**Dipole, charge, bond order, energy and level gap of triplet ScCl along the bond**

The table holds energy, dipole, Löwdin charge, orbital gap, Mayer bond order and <S²> of the excited σ¹π¹ triplet of ScCl at twelve bond lengths, from unrestricted PBE0/def2-TZVPP, non-relativistic and without spin-orbit coupling. The program tests a polarisable-ion and a linear form for the dipole, a parameter-free link B = 2δ(1 − δ/6) between Mayer order and donated Mulliken charge δ, Morse against Coulomb plus Born-Mayer energies, and the slopes of the frontier levels. The point-polarisation dipole fails (rms 1.8 D) because the deficit from unit ions falls only from 7.84 to 6.51 D, and Löwdin point charges would need corrections of 3 to 10 D where Mulliken charges need less than 1 D. The bond-order formula is within 5 % of the table from 2.176 Å outwards and 10.8 % low at 1.991 Å, and a fitted Morse curve (rms 0.036 eV) does better than the rigid-ion form (0.145 eV). The gap maximum lies where the highest occupied and lowest empty levels change slope, near 2.41 and 2.44 Å.

ScCl in a triplet state with unpaired electrons σ¹π¹, computed with PySCF 2.14.0 at the non-relativistic UKS PBE0/def2-TZVPP level with the occupation held fixed. Energies are relative to the separated high-spin atoms, and the dipole is positive when Sc, the first atom, is the negative end. The gap is the lowest empty minus the highest occupied level of either spin.

## Numerical check

```python
# Table: ScCl excited triplet (sigma1 pi1), PySCF UKS PBE0/def2-TZVPP, non-relativistic: energy, dipole,
# Loewdin charge, level gap, Mayer order, <S^2> against r. Tested: ion-pair dipole models, Mayer order from
# Cl->Sc donation, Morse against Coulomb+Born-Mayer energy, kinks of the frontier levels.
T = {
    'r': [1.991, 2.083, 2.176, 2.245, 2.315, 2.385, 2.477, 2.593, 2.732, 2.917, 3.195, 3.588],  # Å
    'e': [-3.474, -4.011, -4.313, -4.426, -4.466, -4.451, -4.367, -4.193, -3.926, -3.526, -2.925, -2.174],  # eV
    'dipole': [-1.72, -2.17, -2.64, -3.0, -3.38, -3.76, -4.28, -4.94, -5.75, -6.86, -8.51, -10.72],  # D
    'q': [-0.84, -0.73, -0.62, -0.54, -0.46, -0.38, -0.28, -0.17, -0.04, 0.1, 0.28, 0.45],  # e
    'gap': [2.02, 2.22, 2.4, 2.53, 2.64, 2.75, 2.76, 2.69, 2.62, 2.53, 2.42, 2.24],  # eV
    'mayer': [1.42, 1.34, 1.27, 1.23, 1.18, 1.15, 1.1, 1.04, 0.97, 0.89, 0.78, 0.68],
    's2': [2.002, 2.002, 2.002, 2.002, 2.002, 2.002, 2.002, 2.002, 2.002, 2.002, 2.002, 2.003],
}
import numpy as np
from scipy import constants as C
from scipy.optimize import curve_fit
r, E, mu, qL, gap, B, s2 = (np.array(T[k], float) for k in ("r", "e", "dipole", "q", "gap", "mayer", "s2"))
eA = C.e*1e-10*C.c*1e21                      # debye per e*Angstrom
ke = C.e/(4*np.pi*C.epsilon_0*1e-10)         # eV*Angstrom
# further outputs of the same runs (typed, less vetted than the table)
qM = np.array([.28064,.29826,.31514,.32887,.34389,.36015,.38338,.41418,.4523,.50157,.56383,.62052])
H = -np.array([3.92168,4.163733,4.407407,4.587394,4.763333,4.933352,5.059041,5.181695,5.328373,5.515971,5.763699,5.970838])
L = -np.array([1.899274,1.94431,2.006475,2.061505,2.12207,2.18672,2.30058,2.492006,2.713033,2.986337,3.34183,3.73433])
re, kf, De, lz, azz = 2.327894, 1.746606*100e-20/C.e, 4.467346, (1.021891, 1.392202), 112.026
s3, sp, pp = .050798+.049788, .1394+.12184, .12935+.095359+.08694+.079125   # Sc shares at 2.315 A
opn, p3 = .99452+.92537, .99984+.99994+.99071+.99983+.9998+.98942
rms = lambda x: np.sqrt(np.mean(x**2))
worst = lambda x: "rms %.3f, worst %+.3f at %.3f A" % (rms(x), x[np.argmax(abs(x))], r[np.argmax(abs(x))])
m = -mu; dfc = eA*r - m; d = 1 - qM
al = np.sum(dfc*eA/r**2)/np.sum((eA/r**2)**2); rR = eA*r - al*eA/r**2 - m
p = np.polyfit(r, m, 1); rl = np.polyval(p, r) - m
Bm = 2*d*(1 - d/6)
morse = lambda x, D, a, x0: D*((1 - np.exp(-a*(x - x0)))**2 - 1)
a0 = np.sqrt(kf/(2*De)); rM0 = morse(r, De, a0, re) - E
pm = curve_fit(morse, r, E, p0=[De, a0, re])[0]; rM = morse(r, *pm) - E
def ion(rho):
    A = np.c_[np.ones_like(r), np.exp(-(r - re)/rho)]
    c = np.linalg.lstsq(A, E + ke/r, rcond=None)[0]
    return c, A@c - ke/r - E
rho = min(np.linspace(.05, 1.5, 1451), key=lambda x: rms(ion(x)[1])); ci, rI = ion(rho)
print("e*A = %.3f D, e2/4pi eps0 = %.3f eV A; rounding: mu, B, gap, q 0.005; E, r 0.0005" % (eA, ke))
print("r/A |mu|/er er-|mu|/D a_app/A3 donat/D restM/D restL/D qM-qL B Bmodel err% Morse0 MorseFit Ionic(res eV)")
for i in range(len(r)):
    print("%.3f %.3f %.2f %.1f %.2f %+.2f %+.2f %.2f %.2f %.3f %+.1f %+.3f %+.3f %+.3f" % (r[i], m[i]/eA/r[i],
          dfc[i], dfc[i]*r[i]**2/eA, d[i]*eA*r[i], qM[i]*eA*r[i]-m[i], qL[i]*eA*r[i]-m[i], qM[i]-qL[i],
          B[i], Bm[i], 100*(Bm[i]/B[i]-1), rM0[i], rM[i], rI[i]))
dr = np.diff(r); rm = r[:-1] + dr/2
sm, sH, sL, sE, sq = (np.diff(y)/dr for y in (m, H, L, E, qM))
print("mid r/A d|mu|/dr +-floor (D/A) | dqM/dr e/A | dHOMO dLUMO dgap dE e2/r2 (eV/A)")
for i in range(len(dr)):
    print("%.3f %.2f +-%.2f | %.3f | %+.2f %+.2f %+.2f %+.2f %.2f" % (rm[i], sm[i], (.01+.001*sm[i])/dr[i],
          sq[i], sH[i], sL[i], sL[i]-sH[i], sE[i], ke/rm[i]**2))
print("dipole er - e*a/r2: a = %.2f A3, %s D" % (al, worst(rR)))
print("  molecular zz polarisability at 2.315 A = %.1f A3" % (azz*(C.value("Bohr radius")*1e10)**3))
print("dipole Q*e*r + c: Q = %.3f e, c = %.2f D, %s D" % (p[0]/eA, p[1], worst(rl)))
j = np.where(np.diff(np.sign(qL)))[0][0]
print("Loewdin zero near %.2f A; qM %.2f -> %.2f e" % (r[j]-qL[j]*dr[j]/(qL[j+1]-qL[j]), qM[0], qM[-1]))
g = np.polyfit(r, np.log(qM-qL), 1); print("qM-qL exp decay length %.2f A, %s e" % (-1/g[0], worst(np.exp(np.polyval(g, r))-qM+qL)))
print("2.315 A Sc share: Cl3s %.3f, 3p sigma %.3f, 3p pi %.3f, open shells %.3f; q = %.3f (Mulliken %.3f)"
      % (s3, sp, pp, opn, 21-(12+p3+s3+sp+pp+opn), qM[4]))
print("Mayer 2d(1-d/6): %s; B/d %.2f -> %.2f" % (worst(Bm-B), B[0]/d[0], B[-1]/d[-1]))
g = np.polyfit(r, np.log(B), 1); print("Mayer exp fit: length %.2f A, %s" % (-1/g[0], worst(np.exp(np.polyval(g, r))-B)))
print("Morse, run constants: k %.2f eV/A2, a %.3f /A, %s eV" % (kf, a0, worst(rM0)))
print("Morse fit: D %.3f eV a %.3f /A re %.3f A, %s eV" % (*pm, worst(rM)))
print("Ionic fit: offset %.2f eV, rep(re) %.2f eV, rho %.3f A, %s eV" % (ci[0], ci[1], rho, worst(rI)))
D0 = 6.6 - 3.6   # rough recalled IE(Sc), EA(Cl) in eV
print("rough IE-EA %.1f eV: crossing %.1f A; bare ion pair at last r %+.2f eV vs %+.3f" % (D0, ke/D0, D0-ke/r[-1], E[-1]))
kink = lambda y, s: (y[6]-y[5]+s[4]*r[5]-s[6]*r[6])/(s[4]-s[6])
print("kinks by line intersection: HOMO %.2f A, LUMO %.2f A; table gap max %.2f eV at %.3f A" % (kink(H, sH), kink(L, sL), gap.max(), r[gap.argmax()]))
print("gap: rise %.2f, fall %.2f eV; max|LUMO-HOMO-gap| %.3f eV" % (gap.max()-gap[0], gap.max()-gap[-1], abs(L-H-gap).max()))
print("<S2> %.3f-%.3f; <Lz2> %.2f -> %.2f, delta weight if 1+4w: %.3f -> %.3f" % (s2.min(), s2.max(), *lz, (lz[0]-1)/4, (lz[1]-1)/4))
assert np.all(mu < 0) and np.all(sm[1:] > eA)
assert qL[0] < 0 < qL[-1] and np.all(np.diff(qM-qL) < 0)
assert gap.argmax() == 6 and sH[4] < 2*sH[6]
assert np.all(abs(s2-2) < 0.01) and np.all(np.diff(B) < 0)
```

It prints:

```
e*A = 4.803 D, e2/4pi eps0 = 14.400 eV A; rounding: mu, B, gap, q 0.005; E, r 0.0005
r/A |mu|/er er-|mu|/D a_app/A3 donat/D restM/D restL/D qM-qL B Bmodel err% Morse0 MorseFit Ionic(res eV)
1.991 0.180 7.84 6.5 6.88 +0.96 -9.75 1.12 1.42 1.266 -10.8 -0.085 -0.053 +0.062
2.083 0.217 7.84 7.1 7.02 +0.81 -9.47 1.03 1.34 1.239 -7.5 -0.025 +0.022 -0.097
2.176 0.253 7.81 7.7 7.16 +0.65 -9.12 0.94 1.27 1.213 -4.5 -0.005 +0.040 -0.082
2.245 0.278 7.78 8.2 7.24 +0.55 -8.82 0.87 1.23 1.192 -3.1 -0.000 +0.035 -0.027
2.315 0.304 7.74 8.6 7.30 +0.44 -8.49 0.80 1.18 1.169 -1.0 -0.000 +0.021 +0.034
2.385 0.328 7.70 9.1 7.33 +0.37 -8.11 0.74 1.15 1.143 -0.6 +0.000 +0.006 +0.089
2.477 0.360 7.62 9.7 7.34 +0.28 -7.61 0.66 1.10 1.106 +0.6 +0.003 -0.015 +0.138
2.593 0.397 7.51 10.5 7.30 +0.22 -7.06 0.58 1.04 1.057 +1.7 +0.014 -0.034 +0.164
2.732 0.438 7.37 11.5 7.19 +0.19 -6.27 0.49 0.97 0.995 +2.6 +0.038 -0.043 +0.146
2.917 0.490 7.15 12.7 6.98 +0.17 -5.46 0.40 0.89 0.914 +2.7 +0.081 -0.035 +0.063
3.195 0.555 6.84 14.5 6.69 +0.14 -4.21 0.28 0.78 0.809 +3.7 +0.154 +0.006 -0.115
3.588 0.622 6.51 17.5 6.54 -0.03 -2.96 0.17 0.68 0.711 +4.6 +0.229 +0.068 -0.374
mid r/A d|mu|/dr +-floor (D/A) | dqM/dr e/A | dHOMO dLUMO dgap dE e2/r2 (eV/A)
2.037 4.89 +-0.16 | 0.192 | -2.63 -0.49 +2.14 -5.84 3.47
2.130 5.05 +-0.16 | 0.182 | -2.62 -0.67 +1.95 -3.25 3.18
2.211 5.22 +-0.22 | 0.199 | -2.61 -0.80 +1.81 -1.64 2.95
2.280 5.43 +-0.22 | 0.215 | -2.51 -0.87 +1.65 -0.57 2.77
2.350 5.43 +-0.22 | 0.232 | -2.43 -0.92 +1.51 +0.21 2.61
2.431 5.65 +-0.17 | 0.252 | -1.37 -1.24 +0.13 +0.91 2.44
2.535 5.69 +-0.14 | 0.266 | -1.06 -1.65 -0.59 +1.50 2.24
2.663 5.83 +-0.11 | 0.274 | -1.06 -1.59 -0.53 +1.92 2.03
2.825 6.00 +-0.09 | 0.266 | -1.01 -1.48 -0.46 +2.16 1.80
3.056 5.94 +-0.06 | 0.224 | -0.89 -1.28 -0.39 +2.16 1.54
3.391 5.62 +-0.04 | 0.144 | -0.53 -1.00 -0.47 +1.91 1.25
dipole er - e*a/r2: a = 8.69 A3, rms 1.840, worst +3.270 at 3.588 A D
  molecular zz polarisability at 2.315 A = 16.6 A3
dipole Q*e*r + c: Q = 1.186 e, c = -9.76 D, rms 0.065, worst -0.140 at 1.991 A D
Loewdin zero near 2.78 A; qM 0.28 -> 0.62 e
qM-qL exp decay length 0.85 A, rms 0.015, worst +0.045 at 1.991 A e
2.315 A Sc share: Cl3s 0.101, 3p sigma 0.261, 3p pi 0.391, open shells 1.920; q = 0.348 (Mulliken 0.344)
Mayer 2d(1-d/6): rms 0.059, worst -0.154 at 1.991 A; B/d 1.97 -> 1.79
Mayer exp fit: length 2.15 A, rms 0.014, worst -0.035 at 1.991 A
Morse, run constants: k 10.90 eV/A2, a 1.105 /A, rms 0.088, worst +0.229 at 3.588 A eV
Morse fit: D 4.451 eV a 1.046 /A re 2.350 A, rms 0.036, worst +0.068 at 3.588 A eV
Ionic fit: offset 1.47 eV, rep(re) 0.30 eV, rho 0.163 A, rms 0.145, worst -0.374 at 3.588 A eV
rough IE-EA 3.0 eV: crossing 4.8 A; bare ion pair at last r -1.01 eV vs -2.174
kinks by line intersection: HOMO 2.41 A, LUMO 2.44 A; table gap max 2.76 eV at 2.477 A
gap: rise 0.74, fall 0.52 eV; max|LUMO-HOMO-gap| 0.005 eV
<S2> 2.002-2.003; <Lz2> 1.02 -> 1.39, delta weight if 1+4w: 0.005 -> 0.098
```
